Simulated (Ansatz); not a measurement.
# How basis sets differ on GeH3F (SMILES [F][GeH3])

GeH3F, singlet, SMILES `[F][GeH3]`. Each level relaxes the structure for itself.

Each level gives the zero-point energy at each level's own minimum (kJ/mol). The values are calculated.

| level | kind | program | value (kJ/mol) |
| --- | --- | --- | --- |
| PBE/pc-0 | GGA | Ansatz | 58.8 |
| PBE/pc-1 | GGA | Ansatz | 63.9 |
| PBE/def2-SVP | GGA | Ansatz | 64.4 |
| PBE/pc-2 | GGA | Ansatz | 63.9 |

All-electron rows without a relativistic Hamiltonian named are non-relativistic. Harmonic and unscaled. The values span 58.8 to 64.4 kJ/mol. Without the sets that lack polarisation functions the rows with a basis span only 63.9 to 64.4 kJ/mol.

The zero-point energy depends mainly on whether the basis can polarise the valence density. PBE/pc-0 gives 58.8 kJ/mol, well below the other three levels, while pc-1 and pc-2 both give 63.9 kJ/mol. Without p functions on hydrogen and d functions on fluorine, the density cannot adapt properly to the directional Ge–H bonds and the strongly polar Ge–F bond. The potential around the minimum is then probably too soft. Since light hydrogen atoms dominate the zero-point energy of such a molecule, much of the deficit likely comes from the Ge–H stretching and bending modes rather than from the Ge–F stretch alone.

The match between pc-1 and pc-2 suggests that the total is nearly converged at the polarised double-zeta level, although opposing shifts in individual modes could cancel in the sum. The slightly higher def2-SVP value shows that sets of similar size need not give identical curvatures. Basis convergence here does not test the error of PBE itself, which commonly makes bonds to hydrogen too soft.
